## The simple expectation

The simplest guess treats the gap of a cubic salt as a function of its volume. Squeeze the crystal and the gap moves; change its shape at fixed volume and the gap stays. For CsH in the zincblende structure this works for some strains, holds only roughly for one, and fails for another in an instructive way.

Two sizes are worth remembering. Losing 1 % of the volume lowers the gap by roughly 10 meV, out of a gap of about 3 eV. Squeezing two cubic axes by only half a per cent, with the third left free, lowers it by about as much, although the volume hardly changes.

Zincblende CsH (conventional a = 6.990 Å) under strain, calculated with Ansatz 0.2.0 (r2SCAN, plane-wave PAW, 6×6×6 k mesh, band edges also sought off the mesh), with atoms relaxed. Changes are relative to the unstrained cell. Epitaxial strain leaves the normal free, uniaxial strain holds the sides fixed, and shear is given as the engineering angle.

| strain kind | strain (%) | band gap (eV) | band gap change (eV) | least direct gap change (eV) | pressure change (GPa) |
| --- | --- | --- | --- | --- | --- |
| epitaxial 111 | -3 | 3.126 | -0.018 | -0.011 | 0.18 |
| epitaxial xy | -0.5 | 3.134 | -0.011 | -0.020 | -0.01 |
| hydrostatic | -2 | 3.091 | -0.053 | -0.036 | 0.44 |
| shear xy | -0.5 | 3.144 | 0.000 | 0.000 | 0.00 |
| uniaxial 111 | -0.5 | 3.140 | -0.004 | -0.003 | 0.03 |

The strains have different sizes, so the raw changes do not rank the sensitivity. Per 1 % of strain, the gap falls by about 27 meV under hydrostatic compression and by 22 meV under epitaxial xy strain. The two 111 strains give only 6 to 8 meV, and xy shear gives no change. The task is to see why epitaxial xy belongs with the strong cases.

## Where the gap sits

The crystal is best pictured as Cs⁺ and H⁻. The highest filled band comes from the hydride 1s orbitals, and its top lies at or close to the point W on the zone boundary. The lowest empty state lies at another boundary point, X. The gap is therefore indirect.

The smallest direct gap in each row is found at the same X that holds the conduction minimum. This allows an exact division of the gap:

gap = D − h

Here D is the direct gap at X, and h is the height of the valence top above the valence level at X. A strain can narrow the gap by lowering D or by raising h.

## Why compression narrows the gap

Under hydrostatic compression both parts act in the same direction. D falls by 36 meV and h grows by 17 meV, which together give the fall of 53 meV. About two thirds of the effect is thus a narrowing at X itself, and the rest comes from the valence band changing its form.

Theory offers a reason for the larger part, the fall of D. At X and W, neighbouring hydride orbitals combine more out of phase than in phase, so the filled states there are antibonding. Bringing the hydrides closer increases their overlap and pushes such states up. Mixing with the filled Cs 5p levels below, which also grows as the atoms approach, can push them up further. The fall of D then means that the filled state at X rises relative to the empty one, perhaps because the empty one is less antibonding, though the energies alone do not settle its character. With overlap between nearest hydrides alone, X and W would have the same energy, so the growth of h has to come from finer interactions that this picture leaves out.

## One estimate in full

Suppose that volume alone matters. Hydrostatic strain of −2 % leaves 0.98³ = 0.941 of the volume, a loss of 5.9 %. The slope from this single row is 53 meV / 5.9 ≈ 9 meV for each per cent of volume lost.

Now take epitaxial 111 strain. The two in-plane lengths shrink by 3 %, and the free normal stretches by 3.1 %. The remaining volume is 0.97² × 1.031 = 0.970, a loss of 3.0 %. The estimate is 3.0 × 9 = 27 meV, while the calculation gives a fall of 18 meV.

The estimate has the right sign but is too large by half of the computed fall. For uniaxial 111 strain, with a volume loss of 0.5 %, it gives 4.5 meV against a computed 4 meV. The hydrostatic row supplied the slope and is no test of it.

## Why shear and the 111 strains follow this rule

Shear in the xy plane changes the angle between two cubic axes and leaves the volume almost untouched. The gap does not move within the digits of the table. Symmetry explains this: for each X or W point, some operation of the cubic crystal turns a positive shear into a negative one and leaves that point in place. The band edge must have the same energy for both signs, so it can depend only on the square of the shear.

A strain along 111 is a change of volume plus equal shears in the three cubic planes. The same argument removes the first-order effect of its shape, and only the volume part is left. This is why the volume estimate works for the small uniaxial strain.

The epitaxial 111 row is a much larger distortion. Its normal and in-plane strains differ by 6.1 %, against 0.5 % in the uniaxial row, so effects that go as the square of the shape change are more than a hundred times stronger. A curved dependence on volume could also make the fall smaller, but the uniaxial row limits its share. Scaled up to a volume loss of 3.0 %, its 4 meV becomes 24 meV, still well above the computed 18 meV. Most of the shortfall is therefore likely to come from the change of shape.

## Why epitaxial xy breaks the rule

Here the two in-plane cubic axes shrink by 0.5 %, and the third stretches by 1.1 %. The volume grows by about 0.1 %, a change comparable with what the release of a small residual stress in the starting cell would produce. Volume alone would therefore leave the gap nearly unchanged, or widen it by 1 meV. The computed gap falls by 11 meV.

The difference from shear is that this strain makes one cubic axis unlike the other two. In the unstrained crystal the X points along the three axes have equal energy. Once the axes differ, these conduction valleys separate, and the calculation finds the minimum at the X along the stretched axis. The W points separate in the same way.

The gap does not follow the average of such a family. It runs from the highest valence point to the lowest conduction valley. To first order, a change of shape at fixed volume leaves the average energy of each family unchanged, so separating its members can only bring the two edges closer. Reversing the strain would select other valleys, but the same argument would again favour a smaller gap.

The band edges themselves show how this happens. In the output the conduction minimum falls by 16 meV and the valence top by 5 meV, which gives the net fall of 11 meV. The small growth in volume, scaled from the hydrostatic row, would lower each edge by 6 to 8 meV. What remains is a conduction edge about 9 meV lower and a valence edge 2 to 3 meV higher, so the splitting of the conduction valleys does most of the work.

The division into D and h hides this. D falls by 20 meV and h shrinks by 9 meV, but both contain the filled level at X, which cancels from the gap.

## How far to trust the small numbers

The point W is not on the regular mesh of wave vectors used in the calculation, so the valence top depends somewhat on which extra points are examined. On the mesh alone, the gap under epitaxial xy strain falls by 15 meV instead of 11 meV. The fall survives, but its size is uncertain by a few meV. The difference between the uniaxial row and its estimate is too small to interpret. The gap of about 3 eV is itself probably too small, since r2SCAN usually underestimates band gaps; the changes under strain should suffer less.

CsH normally has the rocksalt structure, so this zincblende crystal is hypothetical. What carries over to a related crystal with its band edges at the same points, X and W, is the order of the questions. First find the change of volume; then ask whether the strain makes the cubic axes unequal. If it does, the splitting of the valleys must be added, even when the volume stays the same. Other band edges need other questions: a conduction minimum at L, or a threefold valence top at Γ as in many zincblende semiconductors, is split by shear and 111 strains as well.
